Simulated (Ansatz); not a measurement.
## Ligand exchange: C4H9Br + GaH2(CH3) → C5H12 + GaH2Br

Species: C4H9Br (1-bromobutane) `CCCCBr`, singlet; GaH2(CH3), singlet; C5H12 (pentane) `CCCCC`, singlet; GaH2Br `[GaH2][Br]`, singlet. The partners trade Br for CH3: C–Br and Ga–CH3 bonds give way to C–CH3 and Ga–Br.

Shapes, held fixed at every level: PBE0-D4/def2-TZVP. Flexible molecules stand in one conformer, not always the lowest. Programs: Ansatz 0.2.0. Electronic energies: no zero-point or thermal term.

| level | kind | ΔE (kJ/mol) | less CCSD(T)/def2-TZVPP |
| --- | --- | --- | --- |
| HF/def2-SVP | Hartree–Fock | -185.0 | -33.1 |
| HF/def2-TZVPP | Hartree–Fock | -176.0 | -24.1 |
| BHLYP-D4/def2-TZVPP | global hybrid | -163.5 | -11.6 |
| PBE0-D4/def2-TZVPP | global hybrid | -155.8 | -3.9 |
| wB97M-V/def2-TZVPP | range-separated hybrid | -154.3 | -2.4 |
| B2PLYP/def2-TZVPP | double hybrid | -154.5 | -2.6 |
| CCSD/def2-SVP | coupled cluster or CI | -176.5 | -24.6 |
| CCSD(T)/def2-TZVPP | coupled cluster or CI | -151.9 | 0.0 |

The highest level, CCSD(T)/def2-TZVPP, gives ΔE = -151.9 kJ/mol; the levels span -185.0 to -151.9. The column of differences is taken from that level and isn't an error. No measured value is set beside it here. Relativity is left out for Br, Ga unless named. Correlated rows may include outer-core shells of Br, Ga, which these sets cover unevenly.

Exchanging bromide for methyl is strongly exothermic at every level, with CCSD(T)/def2-TZVPP giving -151.9 kJ/mol. The driving force is the pairing of bromine with the more electropositive partner. Gallium gains a strong, polar Ga–Br bond, probably helped a little by donation from a bromine lone pair into the empty Ga 4p orbital, while carbon gives up a comparatively weak C–Br bond for a robust C–C bond. The preference thus follows from both new bonds, not from the affinity of gallium for halide alone.

Hartree–Fock exaggerates the exothermicity relative to CCSD(T) in the same basis, probably because without correlation it favours the more polar Ga–Br bond over the more covalent Ga–C bond. PBE0-D4, wB97M-V and B2PLYP all fall within 3.9 kJ/mol of the coupled-cluster value, so the sign and approximate size of the reaction energy don't hinge on the choice among them. The CCSD result can't isolate the effect of triples, since the basis changes as well.
